**Phase errors of a holmium PAW potential as slope times energy shift**

The table holds all-electron logarithmic-derivative phases arctan(r u′/u) at 4.217 bohr and the PAW-minus-all-electron errors for the s, p and f channels of Ho from −6 to 4.92 Ry (ld1.x, PBE, scalar-relativistic, spherical atom). The program rescales and splines the phase, converts each error above zero energy into an energy shift Δ, and fits the f shift with A(E−E₁)²(E−E₂)², first powers and a constant. The error spikes fall on the steep drops of the phase, while Δ is smooth, with maxima of 188 mRy (f, 2.32 Ry), 72 mRy (s) and 18 mRy (p). The squared form fits best (rms 16 mRy) but is too broad and overestimates the spike at 0.76 Ry by a third. A pole fit to the deep rows accounts for the dip of the s phase at −3.92 Ry as the tail of the 5s level, whose π drop the grid missed.

Phases arctan(r u′/u) at 4.217 bohr for the all-electron Ho atom and its PAW potential, computed with ld1.x 7.5 (PBE, scalar-relativistic, valence 4f11 5s2 5p6 5d0 6s1 6p1). The PAW radii are 2.14 (s), 2.9 (p) and 0.66 bohr (f), and the local potential is the all-electron one smoothed inside 3.52 bohr. Multiples of π are matched at each channel's reference level.

## Program and output

```python
# Table: ld1.x, Ho PAW, PBE, scalar-relativistic; phase = unwrapped arctan(r u'/u) at R and pseudo-minus-AE error.
# Tested: error = steepness of the phase times a smooth energy shift; shift models; deep rows with narrow poles.
T = {
    'energy': [-6.0, -5.48, -4.96, -4.44, -3.92, -3.4, -2.88, -2.36, -1.84, -1.32, -0.8, -0.28, 0.24, 0.76, 1.28, 1.8, 2.32, 2.84, 3.36, 3.88, 4.4, 4.92],  # Ry
    'phase_s_all_electron': [1.4698, 1.4647, 1.4586, 1.4514, 1.4418, 1.4318, 1.417, 1.3962, 1.3636, 1.3011, 1.1024, -0.9863, -1.5792, -1.7403, -2.0497, -4.0056, -4.5309, -4.6464, -4.7059, -4.7527, -4.8057, -4.9002],  # rad
    'phase_s_error': [0.0, 0.0, 0.0, 0.0, 0.0, 0.0, 0.0, 0.0, 0.0, 0.0001, 0.0002, -0.0001, 0.0007, 0.0027, 0.0208, 0.0782, 0.0137, 0.0073, 0.0059, 0.0064, 0.0085, 0.0158],  # rad
    'phase_p_all_electron': [1.471, 1.466, 1.4602, 1.4534, 1.445, 1.4345, 1.4205, 1.3995, -1.753, -1.8048, -1.9012, -2.3021, -4.313, -4.6741, -4.801, -4.9534, -5.755, -7.532, -7.7381, -7.8123, -7.8586, -7.8996],  # rad
    'phase_p_error': [0.0, 0.0, 0.0, 0.0, 0.0, 0.0, 0.0, 0.0, 0.0, 0.0, 0.0001, 0.0001, 0.0004, 0.0005, 0.001, 0.004, 0.0566, 0.0126, 0.0036, 0.0019, 0.0013, 0.0011],  # rad
    'phase_f_all_electron': [1.4762, 1.472, 1.4672, 1.4617, 1.4552, 1.4474, 1.4378, 1.4255, 1.4091, 1.3857, 1.3482, -1.8347, -2.0432, -3.4724, -4.5617, -4.753, -4.9303, -6.3331, -7.6552, -7.7939, -7.8596, -7.917],  # rad
    'phase_f_error': [0.0, 0.0, 0.0001, 0.0, 0.0, 0.0, 0.0, 0.0001, 0.0002, 0.0004, 0.0009, 0.003, 0.0195, 0.298, 0.0652, 0.0442, 0.0794, 0.91, 0.053, 0.0075, 0.0014, 0.0],  # rad
}
import numpy as np
from scipy.interpolate import CubicSpline
R = 4.217  # test radius, bohr (settings)
ref = {'s': (-3.81441, -0.3392), 'p': (-2.01191, -0.1316), 'f': (-0.339, 4.95)}  # Ry, settings and outputs of the same run
E = np.array(T['energy'], float)
P = {c: np.array(T['phase_%s_all_electron' % c], float) for c in 'spf'}
D = {c: np.array(T['phase_%s_error' % c], float) for c in 'spf'}
L = {c: np.tan(P[c]) for c in 'spf'}
print('rounding floor 0.00005 rad; deep rows, L = tan(phase)')
for i in (0, 2):
    print('E %.2f: kappaR %.2f, L_s %.2f, Lp^2-Ls^2 %.1f (l(l+1)=2), Lf^2-Ls^2 %.1f (12), floor %.1f'
          % (E[i], R*np.sqrt(-E[i]), L['s'][i], L['p'][i]**2-L['s'][i]**2, L['f'][i]**2-L['s'][i]**2, 1e-4*L['s'][i]**3))
sl0 = -(P['s'][1]-P['s'][0])/(E[1]-E[0])
print('s slope near -5.7 Ry %.4f rad/Ry; rounding hides a shift of %.1f mRy' % (sl0, 0.05/sl0))
m = E < -1.5; x = np.sqrt(-E[m]); G = {}
for c in 'sp':
    w = 1/(1+L[c][m]**2); y = L[c][m]-R*x
    for pole in (0, 1):
        A = np.array([1/x, 1/x**2, 1/x**3]+[1/(E[m]-ref[c][0])]*pole).T
        a = np.linalg.lstsq(A*w[:, None], y*w, rcond=None)[0]; r = (y-A@a)*w; j = np.argmax(abs(r))
        G[c] = a[-1]
        print('%s, E<-1.5, %s: rms %.5f rad, worst %+.5f at %.2f' % (c, 'pole Gamma %.4f Ry' % a[-1] if pole else 'no pole', np.sqrt(np.mean(r**2)), r[j], E[m][j]))
print('Gamma p/s %.1f; drop width Gamma/(kappa R): s %.1f, p %.1f mRy' % (G['p']/G['s'], *[1e3*G[c]/(R*np.sqrt(-ref[c][0])) for c in 'sp']))
def scale(ph, f):
    n = np.round(ph/np.pi)
    return n*np.pi+np.arctan(np.tan(ph-n*np.pi)*f)
h = E > 0; Eh = E[h]; Eg = np.linspace(0.05, 5.0, 99001)
def analyse(c, off):
    th = scale(P[c][h], 1/(R*np.sqrt(Eh+off)))
    pg = scale(CubicSpline(Eh, th)(Eg), R*np.sqrt(Eg+off))
    return th, pg, Eh-np.interp(-(P[c][h]+D[c][h]), -pg, Eg), -np.interp(Eh, Eg, np.gradient(pg, Eg))
S = {c: analyse(c, 0.5) for c in 'spf'}
print('q = R sqrt(E+0.5 Ry): %.1f to %.1f' % tuple(R*np.sqrt(Eh[[0, -1]]+0.5)))
print('E[Ry] | s, p: error[rad] slope[rad/Ry] shift[mRy] floor[mRy]')
for i, e in enumerate(Eh):
    print('%.2f' % e+''.join(' | %.4f %5.2f %5.1f %.1f' % (D[c][h][i], S[c][3][i], 1e3*S[c][2][i], 0.05/S[c][3][i]) for c in 'sp'))
E1, E2 = ref['f']; g = abs((Eh-E1)*(Eh-E2)); sh = S['f'][2]; pred = {}
for name, b in (('squares', g**2), ('first powers', g), ('constant', g*0+1)):
    a = b@sh/(b@b); pe = np.interp(Eh-a*b, Eg, S['f'][1])-P['f'][h]; pred[name] = (a*b, pe)
    print('f shift model %s: A %.4g, rms shift misfit %.1f mRy, rms phase misfit %.3f rad' % (name, a, 1e3*np.sqrt(np.mean((a*b-sh)**2)), np.sqrt(np.mean((pe-D['f'][h])**2))))
print('E[Ry] | f: error slope shift floor | squares model: shift error')
for i, e in enumerate(Eh):
    print('%.2f | %.4f %5.2f %6.1f %.1f | %6.1f %.4f' % (e, D['f'][h][i], S['f'][3][i], 1e3*sh[i], 0.05/S['f'][3][i], 1e3*pred['squares'][0][i], pred['squares'][1][i]))
ex = {}
for c in 'spf':
    th, pg, d, sl = S[c]; e0 = ref[c][0] if c == 'f' else ref[c][1]
    ex[c] = np.polyfit(np.log(Eh[:4]-e0), np.log(d[:4]), 1)[0]
    cr = [round(float(np.interp(n*np.pi, -pg, Eg)), 2) for n in (1, 2) if pg[-1] < -n*np.pi < P[c][h][0]]
    sens = max(np.max(abs(analyse(c, o)[2]-d)) for o in (0.3, 1.0))
    print('%s: crosses -n pi at %s Ry; largest error at %.2f, largest shift %.0f mRy at %.2f' % (c, cr, Eh[np.argmax(D[c][h])], 1e3*d.max(), Eh[np.argmax(d)]))
    print('   slope max/min %.0f; onset exponent (4 rows) %.2f; other q moves shift by <= %.1f mRy' % (sl.max()/sl.min(), ex[c], 1e3*sens))
print('largest shift f/s %.1f, f/p %.1f' % (sh.max()/S['s'][2].max(), sh.max()/S['p'][2].max()))
print('cutoff 60 Ry (same run): 11 x 409.1 = %.1f mRy of level-sum error 4500.11' % (11*409.1))
assert all(np.max(abs(D[c])) < np.pi/2 and D[c][h].min() >= 0 for c in 'spf')
assert 1.2 < Eh[np.argmax(sh)] < 2.9 and sh.max() > S['s'][2].max() > S['p'][2].max()
assert 0 < G['s'] < G['p']
assert 1.5 < ex['s'] < 2.5
```

It prints:

```
rounding floor 0.00005 rad; deep rows, L = tan(phase)
E -6.00: kappaR 10.33, L_s 9.87, Lp^2-Ls^2 2.4 (l(l+1)=2), Lf^2-Ls^2 13.7 (12), floor 0.1
E -4.96: kappaR 9.39, L_s 8.88, Lp^2-Ls^2 2.3 (l(l+1)=2), Lf^2-Ls^2 13.7 (12), floor 0.1
s slope near -5.7 Ry 0.0098 rad/Ry; rounding hides a shift of 5.1 mRy
s, E<-1.5, no pole: rms 0.00029 rad, worst -0.00077 at -3.92
s, E<-1.5, pole Gamma 0.0056 Ry: rms 0.00002 rad, worst +0.00004 at -4.44
p, E<-1.5, no pole: rms 0.00143 rad, worst -0.00293 at -2.36
p, E<-1.5, pole Gamma 0.0549 Ry: rms 0.00003 rad, worst -0.00005 at -2.88
Gamma p/s 9.8; drop width Gamma/(kappa R): s 0.7, p 9.2 mRy
q = R sqrt(E+0.5 Ry): 3.6 to 9.8
E[Ry] | s, p: error[rad] slope[rad/Ry] shift[mRy] floor[mRy]
0.24 | 0.0007  0.37   1.9 0.1 | 0.0004  1.63   0.2 0.0
0.76 | 0.0027  0.32   8.4 0.2 | 0.0005  0.32   1.6 0.2
1.28 | 0.0208  1.25  17.3 0.0 | 0.0010  0.22   4.5 0.2
1.80 | 0.0782  2.74  26.4 0.0 | 0.0040  0.45   9.0 0.1
2.32 | 0.0137  0.36  36.8 0.1 | 0.0566  4.69  12.5 0.0
2.84 | 0.0073  0.14  49.1 0.3 | 0.0126  0.80  15.3 0.1
3.36 | 0.0059  0.10  61.0 0.5 | 0.0036  0.20  17.5 0.2
3.88 | 0.0064  0.09  71.7 0.6 | 0.0019  0.10  18.0 0.5
4.40 | 0.0085  0.12  71.6 0.4 | 0.0013  0.08  16.4 0.6
4.92 | 0.0158  0.28  59.6 0.2 | 0.0011  0.08  13.3 0.6
f shift model squares: A 0.003246, rms shift misfit 15.6 mRy, rms phase misfit 0.033 rad
f shift model first powers: A 0.01915, rms shift misfit 30.6 mRy, rms phase misfit 0.071 rad
f shift model constant: A 0.083, rms shift misfit 61.4 mRy, rms phase misfit 0.115 rad
E[Ry] | f: error slope shift floor | squares model: shift error
0.24 | 0.0195  0.61   34.1 0.1 |   24.1 0.0141
0.76 | 0.2980  5.60   51.6 0.0 |   68.8 0.3960
1.28 | 0.0652  0.58   97.8 0.1 |  114.6 0.0786
1.80 | 0.0442  0.28  153.7 0.2 |  147.3 0.0423
2.32 | 0.0794  0.53  187.6 0.1 |  158.7 0.0691
2.84 | 0.9100  7.96  152.7 0.0 |  146.0 0.8869
3.36 | 0.0530  0.48   93.7 0.1 |  112.3 0.0659
3.88 | 0.0075  0.16   45.8 0.3 |   66.1 0.0110
4.40 | 0.0014  0.11   12.9 0.5 |   22.0 0.0024
4.92 | 0.0000  0.12    0.0 0.4 |    0.1 0.0000
s: crosses -n pi at [1.61] Ry; largest error at 1.80, largest shift 72 mRy at 3.88
   slope max/min 31; onset exponent (4 rows) 2.04; other q moves shift by <= 0.1 mRy
p: crosses -n pi at [2.41] Ry; largest error at 2.32, largest shift 18 mRy at 3.88
   slope max/min 59; onset exponent (4 rows) 2.19; other q moves shift by <= 0.1 mRy
f: crosses -n pi at [0.7, 2.83] Ry; largest error at 2.84, largest shift 188 mRy at 2.32
   slope max/min 73; onset exponent (4 rows) 1.15; other q moves shift by <= 4.7 mRy
largest shift f/s 2.6, f/p 10.4
cutoff 60 Ry (same run): 11 x 409.1 = 4500.1 mRy of level-sum error 4500.11
```
